**Problem.** A metallic In3Se cell is computed at five wave cutoffs with its atoms held fixed. The wave cutoff is the kinetic energy of the shortest plane wave used to build the electron orbitals. Each error is taken against the same calculation at 600 eV. Pressure counts as positive when the cell is under compression.

In3Se in a four-atom cell, computed with Ansatz 0.2.0 using scalar-relativistic PBE without spin polarization, the PAW set soft_2, a 6×6×6 k mesh and Gaussian smearing of 0.1 eV. The reference cutoff is 600 eV. Energies are for zero smearing, force changes are the largest over atoms and axes, and pressures are positive in compression and corrected for the finite cutoff.

```
wave cutoff  energy less reference (meV per atom)  pressure less reference (GPa)  largest force change (eV/Å)  pressure (GPa)
     200 eV                                6719.1                         -2.425                        0.039          -2.406
     250 eV                                 782.5                         -0.363                        0.004          -0.344
     300 eV                                  55.7                          0.079                        0.002           0.098
     350 eV                                   2.6                          0.006                        0.000           0.025
     420 eV                                   1.0                          0.001                        0.000           0.020
```

**(a) In which direction should the energy move when the cutoff is raised?**

*Solution.* It should move down. A higher cutoff adds shorter waves, so the orbitals can take sharper shapes, and the electrons use this freedom to lower their energy. The table agrees at every step: the energy lies above the reference in all five rows and comes closer to it each time.

**(b) Indium is a soft metal with a low melting point. Why is the energy still wrong by several eV per atom at 200 eV?**

*Solution.* Mechanical softness reflects the weak bonding by the outer s and p electrons, which are smooth and need only long waves. The calculation also carries compact inner shells. It treats 55 electrons, which fits 13 for each In and 16 for Se (3 × 13 + 16 = 55), so the filled d shells of both elements are included. A compact shell varies over a short distance and needs short waves, which a low cutoff leaves out. That these shells dominate the error is an argument from standard physics, since the table does not divide the error among shells. PAW potentials smooth the orbitals near the nucleus, which lowers the cutoff needed, but a compact shell remains harder to describe than the outer electrons. By this argument, the most compact shell treated and the smoothness of its potential set the cutoff, however weak the bonds are.

**(c) Does each extra 50 eV reduce the energy error by the same factor?**

*Solution.* There is a reason to expect it. If an orbital has a Gaussian shape, its content of short waves also falls off as a Gaussian in the wave number. The cutoff grows as the square of the wave number, so the error should fall roughly exponentially with the cutoff.

The computed error does not keep to one factor. It falls by about 9, then 14, then 21 in the three steps up to 350 eV. A straight line fitted by least squares to the logarithm of the error at 200, 250 and 300 eV gives an average factor of about 11 per 50 eV.

Carried on to the two rows outside the fit, this line is twice too high at 350 eV and five times too low at 420 eV. The steep fall has by then given way to a slow tail. The tail may come from the construction of the potentials or from the density grid, which is refined together with the wave cutoff; this is a guess. An early steep fall is therefore a poor guide to the last few meV.

**(d) At 250 eV the energy is wrong by 0.78 eV per atom. Are the forces useless too?**

*Solution.* No. The largest force change is only 0.004 eV/Å. Plane waves do not move with the atoms, so a force is the downhill slope of the energy at the chosen cutoff. An error in the force is then the slope of the energy error. If this slope held over 0.1 Å, moving one atom that far along an axis would change the error of the whole cell by at most about 0.4 meV, although that error is about 3 eV.

This is what one expects of an error that belongs to the atoms. A compact shell is described equally badly wherever its atom sits, so the error travels with the atom and hardly affects the force.

The cancellation has a limit. The atoms lie close to a regular arrangement in which symmetry would cancel the forces and their errors alike. This helps to keep the force change small, and the largest force component at the reference is itself only 0.071 eV/Å. Measured against that, the force change is about 6 % at 250 eV but 55 % at 200 eV, where four of the twelve force components even have the wrong sign. Small components fare worse: at 250 eV the x force on the third atom is 0.0084 eV/Å, against 0.0044 eV/Å at the reference. Nor does the force error shrink in step with the energy error. From 250 to 300 eV it only halves, while the energy error falls by a factor of 14.

**(e) Why must the pressure be corrected for the finite cutoff, and how large is the correction?**

*Solution.* The number of plane waves grows as the volume V times the cutoff E_c to the power 3/2. The usual formula for the pressure stretches the waves together with the cell, so their number stays fixed. When the cell expands, the cutoff therefore drops by (2/3)(E_c/V) per unit of volume. The energy then rises because the basis has become poorer, and the cell appears to pull itself together. With E the energy and V the volume, both per atom, the false pressure is

P_false = (2/3)(E_c/V)(dE/dE_c).

Take the step from 200 to 250 eV. The energy falls by 5.937 eV per atom over 50 eV, the mean cutoff is 225 eV, and V is 27.48 Å³:

P_false = (2/3) × (225/27.48) × (−5.937/50) = −0.65 eV/Å³.

One eV/Å³ is about 160 GPa, so this is roughly −100 GPa. It is an average over a steep interval and gives the size only. Between 350 and 420 eV the same formula gives about −0.03 GPa, in size still larger than the pressure itself.

**(f) The tabulated pressures are already corrected. What does the remaining error of −0.363 GPa at 250 eV mean?**

*Solution.* If the correction is accurate, it is the slope of the energy error again, this time with respect to volume. An expansion by 1 % adds 0.27 Å³ per atom. Multiplied by 0.363 GPa, this is a change of about 0.6 meV per atom, less than a thousandth of the energy error. Measured against its own size, the error hardly notices a slightly larger cell. That does not make the remainder harmless: a soft metal is expected to have a bulk modulus of some tens of GPa, so 0.363 GPa would shift the relaxed volume by roughly 1 %. At 250 eV two of the three shear stresses also have the opposite sign to the reference.

A slope may have either sign, so the pressure error need not shrink steadily from one side. It is negative at 250 eV and positive at 300 eV, and a cutoff between them could give the right pressure by accident. The remainder also depends on the correction itself. By the estimate of part (e), the term removed at 250 eV is some tens of GPa, so an inaccuracy of 1 % in it would amount to a few tenths of a GPa, about as much as the remainder.

**(g) Which digits can be trusted, and may energies from different rows be subtracted?**

*Solution.* At 420 eV the energy lies 1.0 meV per atom above the reference and the pressure differs by 0.001 GPa. The meV digit of the energy is therefore still moving, while the pressure of 0.02 GPa has settled. The reference was not checked against a higher cutoff, so its own error comes on top. These digits concern the cutoff alone; a finer k mesh could shift them. The runs at the four lower cutoffs carry a warning that the cutoff is below the recommended value.

Energies from different rows should not be subtracted. The same cell at 250 and 300 eV differs by 727 meV per atom, and none of that is physical. At one common cutoff most of the error drops out, as part (d) shows for small shifts of the atoms and part (f) suggests for a small change of volume, provided the pressure correction is accurate. Even then 200 eV is too low for the forces, and 250 eV is too low for the stress. At 300 eV the pressure is five times its reference value, but this ratio is large mainly because the reference is close to zero; the error itself is 0.08 GPa.
